**Electron affinity of fluorine across thirteen methods**

The table holds the F⁻ → F energy difference from PySCF (unrestricted, def2-TZVPPD, non-relativistic) for HF, eight functionals and four (SCS-)MP2 variants, beside the tabulated 3.4012 eV. The program applies a linear model of exact-exchange mixing through slopes of related pairs, one least-squares line for seven functionals and a parameter-free interpolation to HF. It also solves for the opposite-spin and same-spin parts of the MP2 contribution, assuming the standard SCS weights. The affinity falls by 0.12 to 0.21 eV per 10% of exact exchange within each pair, while the common line leaves 0.26 eV rms and the interpolation to HF falls too low for all three pairs. The MP2 valence part of 2.39 eV splits into 1.62 eV opposite-spin and 0.77 eV same-spin, and the SCS-MP2 error is smaller than the omitted spin-orbit term.

Electron affinity of fluorine, E(F) − E(F⁻), computed with PySCF 2.14.0 from real unrestricted determinants in the def2-TZVPPD basis, non-relativistic with a point nucleus. MP2 and SCS-MP2 freeze 1s in the valence rows and no shell in the subvalence rows. The tabulated value is the measured 3.4012 eV, and the first-order spin-orbit correction of −0.02 eV is not included.

## Script

```python
# Table: electron affinity of F (F- -> F, eV), PySCF, unrestricted, def2-TZVPPD, non-relativistic,
# for HF, eight functionals and (SCS-)MP2. Tested: linear mixing of exact exchange (pair slopes,
# one common line, interpolation to HF) and the opposite/same-spin split of the MP2 part.
T = {
    'method': ['HF', 'LDA', 'PBE', 'PBE0', 'r2SCAN', 'wB97M-V', 'B3LYP', 'BHandHLYP', 'r2SCANh', 'MP2 valence', 'SCS-MP2 valence', 'MP2 subvalence', 'SCS-MP2 subvalence'],
    'rung': ['Hartree-Fock', 'LDA', 'GGA', 'global hybrid', 'meta-GGA', 'range-separated', 'global hybrid', 'global hybrid', 'global hybrid', 'wave function', 'wave function', 'wave function', 'wave function'],
    'exx': [100, 0, 0, 25, 0, 100, 20, 50, 10, None, None, None, None],  # %
    'e': [1.19, 4.14, 3.67, 3.25, 3.32, 3.36, 3.53, 2.91, 3.2, 3.58, 3.39, 3.59, 3.4],  # eV
    'less_hf': [0.0, 2.95, 2.48, 2.06, 2.13, 2.17, 2.35, 1.72, 2.01, 2.39, 2.2, 2.4, 2.21],  # eV
    'err': [-2.21, 0.73, 0.27, -0.15, -0.09, -0.04, 0.13, -0.49, -0.2, 0.18, -0.01, 0.18, -0.01],  # eV
}
import numpy as np
M = T['method']
E = dict(zip(M, map(float, T['e'])))
ER = dict(zip(M, map(float, T['err'])))
A = {m: float(a) for m, a, r in zip(M, T['exx'], T['rung']) if r != 'wave function'}
ref = 3.4012      # tabulated value, from the caption
so = -0.017364    # first-order spin-orbit term, further output of the same runs
# unrounded affinities, further outputs of the same runs
U = {'HF': 1.18932, 'MP2 valence': 3.579812, 'SCS-MP2 valence': 3.392123,
     'MP2 subvalence': 3.585546, 'SCS-MP2 subvalence': 3.39508}
tgt = ref - so
print("Rounding: 0.005 eV per entry, up to 0.01 eV per difference")
print(f"Tabulated {ref:.4f} eV; without spin-orbit {tgt:.4f} eV; less HF {tgt-E['HF']:.2f} eV")
print(f"HF gives {100*E['HF']/ref:.0f}% of the tabulated affinity")
fit = [m for m in A if m not in ('HF', 'wB97M-V')]
s, c = np.polyfit([A[m] for m in fit], [E[m] for m in fit], 1)
res = {m: E[m] - (c + s*A[m]) for m in A}
rms = np.sqrt(np.mean([res[m]**2 for m in fit]))
print(f"One line, 7 functionals: EA = {c:.2f} {s:+.4f}*share(%) eV, rms {rms:.2f} eV")
print("method: EA, error, error with spin-orbit, EA less line (eV)")
for m in sorted(M, key=lambda k: E[k]):
    t = ''
    if m in A:
        t = f", {res[m]:+.2f}" + ('' if m in fit else ' (not fitted)')
    print(f"  {m}: {E[m]:.2f}, {ER[m]:+.2f}, {E[m]+so-ref:+.2f}{t}")
w = max(fit, key=lambda k: abs(res[k]))
print(f"Worst fitted row: {w}, {res[w]:+.2f} eV")
print(f"At 0%: LDA-PBE {E['LDA']-E['PBE']:.2f}, PBE-r2SCAN {E['PBE']-E['r2SCAN']:.2f}, "
      f"span {E['LDA']-E['r2SCAN']:.2f} eV")
print(f"wB97M-V less line at 15% (recalled short-range share): {E['wB97M-V']-(c+15*s):+.2f} eV")
sl, top = {}, {}
for p, h in [('PBE', 'PBE0'), ('r2SCAN', 'r2SCANh'), ('B3LYP', 'BHandHLYP')]:
    da = A[h] - A[p]
    k = (E[h] - E[p])/da
    x = E[p] + k*(100 - A[p])
    sl[p], top[p] = k, x
    itp = E[p] + (E['HF'] - E[p])*da/(100 - A[p])
    print(f"{p} -> {h}: change {E[h]-E[p]:+.2f} eV, slope {10*k:+.3f} +- {0.1/da:.3f} eV per 10%")
    print(f"  extended to 100%: {x:.2f} +- {0.01*(100-A[p])/da:.2f} eV, {x-E['HF']:.2f} above HF, "
          f"{tgt-x:.2f} under {tgt:.2f}")
    print(f"  interpolation to HF: {itp:.2f} eV, table less this {E[h]-itp:+.2f}; "
          f"pair line meets {tgt:.2f} at {A[p]+(tgt-E[p])/k:.0f}%")
f = -100*sl['PBE']
print(f"PBE less HF {E['PBE']-E['HF']:.2f} eV: about {f:.2f} exchange swap, {top['PBE']-E['HF']:.2f} rest")
f = -100*sl['r2SCAN']
print(f"r2SCAN less HF {E['r2SCAN']-E['HF']:.2f} eV: about {f:.2f} exchange swap, {top['r2SCAN']-E['HF']:.2f} rest")
d = E['B3LYP'] - E['PBE0']
g = sl['PBE']*(A['B3LYP'] - A['PBE0'])
print(f"B3LYP-PBE0 {d:.2f} eV: {g:.2f} from share at PBE slope, {d-g:.2f} left; "
      f"B3LYP-r2SCANh {E['B3LYP']-E['r2SCANh']:.2f}")
for sh in ('valence', 'subvalence'):
    a, b = U['MP2 '+sh] - U['HF'], U['SCS-MP2 '+sh] - U['HF']
    OS, SS = np.linalg.solve([[1, 1], [1.2, 1/3]], [a, b])
    print(f"MP2 {sh}: less HF {a:.3f} = opposite-spin {OS:.3f} + same-spin {SS:.3f} eV, ratio {SS/OS:.2f}")
    print(f"  SCS change {0.2*OS:+.3f} {-2*SS/3:+.3f} = {b-a:+.3f} eV; share of gap: "
          f"MP2 {100*a/(tgt-U['HF']):.0f}%, SCS {100*b/(tgt-U['HF']):.0f}%")
    print(f"  SCS error {U['SCS-MP2 '+sh]-ref:+.3f}, with spin-orbit {U['SCS-MP2 '+sh]+so-ref:+.3f} eV")
    if sh == 'valence':
        print(f"  apparent per new pair: {OS/4:.2f} (4 opposite), {SS/3:.2f} (3 same), {a/7:.2f} eV (all 7)")
    assert OS > SS > 0
print(f"Subvalence less valence: MP2 {U['MP2 subvalence']-U['MP2 valence']:.3f}, "
      f"SCS {U['SCS-MP2 subvalence']-U['SCS-MP2 valence']:.3f} eV")
assert min(E, key=E.get) == 'HF' and max(E, key=E.get) == 'LDA'
assert all(k < 0 for k in sl.values())
assert all(E['HF'] < x < ref for x in top.values())
```

Running it gives:

```
Rounding: 0.005 eV per entry, up to 0.01 eV per difference
Tabulated 3.4012 eV; without spin-orbit 3.4186 eV; less HF 2.23 eV
HF gives 35% of the tabulated affinity
One line, 7 functionals: EA = 3.66 -0.0151*share(%) eV, rms 0.26 eV
method: EA, error, error with spin-orbit, EA less line (eV)
  HF: 1.19, -2.21, -2.23, -0.96 (not fitted)
  BHandHLYP: 2.91, -0.49, -0.51, +0.01
  r2SCANh: 3.20, -0.20, -0.22, -0.31
  PBE0: 3.25, -0.15, -0.17, -0.03
  r2SCAN: 3.32, -0.09, -0.10, -0.34
  wB97M-V: 3.36, -0.04, -0.06, +1.21 (not fitted)
  SCS-MP2 valence: 3.39, -0.01, -0.03
  SCS-MP2 subvalence: 3.40, -0.01, -0.02
  B3LYP: 3.53, +0.13, +0.11, +0.17
  MP2 valence: 3.58, +0.18, +0.16
  MP2 subvalence: 3.59, +0.18, +0.17
  PBE: 3.67, +0.27, +0.25, +0.01
  LDA: 4.14, +0.73, +0.72, +0.48
Worst fitted row: LDA, +0.48 eV
At 0%: LDA-PBE 0.47, PBE-r2SCAN 0.35, span 0.82 eV
wB97M-V less line at 15% (recalled short-range share): -0.07 eV
PBE -> PBE0: change -0.42 eV, slope -0.168 +- 0.004 eV per 10%
  extended to 100%: 1.99 +- 0.04 eV, 0.80 above HF, 1.43 under 3.42
  interpolation to HF: 3.05 eV, table less this +0.20; pair line meets 3.42 at 15%
r2SCAN -> r2SCANh: change -0.12 eV, slope -0.120 +- 0.010 eV per 10%
  extended to 100%: 2.12 +- 0.10 eV, 0.93 above HF, 1.30 under 3.42
  interpolation to HF: 3.11 eV, table less this +0.09; pair line meets 3.42 at -8%
B3LYP -> BHandHLYP: change -0.62 eV, slope -0.207 +- 0.003 eV per 10%
  extended to 100%: 1.88 +- 0.03 eV, 0.69 above HF, 1.54 under 3.42
  interpolation to HF: 2.65 eV, table less this +0.26; pair line meets 3.42 at 25%
PBE less HF 2.48 eV: about 1.68 exchange swap, 0.80 rest
r2SCAN less HF 2.13 eV: about 1.20 exchange swap, 0.93 rest
B3LYP-PBE0 0.28 eV: 0.08 from share at PBE slope, 0.20 left; B3LYP-r2SCANh 0.33
MP2 valence: less HF 2.390 = opposite-spin 1.622 + same-spin 0.768 eV, ratio 0.47
  SCS change +0.324 -0.512 = -0.188 eV; share of gap: MP2 107%, SCS 99%
  SCS error -0.009, with spin-orbit -0.026 eV
  apparent per new pair: 0.41 (4 opposite), 0.26 (3 same), 0.34 eV (all 7)
MP2 subvalence: less HF 2.396 = opposite-spin 1.623 + same-spin 0.773 eV, ratio 0.48
  SCS change +0.325 -0.515 = -0.190 eV; share of gap: MP2 107%, SCS 99%
  SCS error -0.006, with spin-orbit -0.023 eV
Subvalence less valence: MP2 0.006, SCS 0.003 eV
```
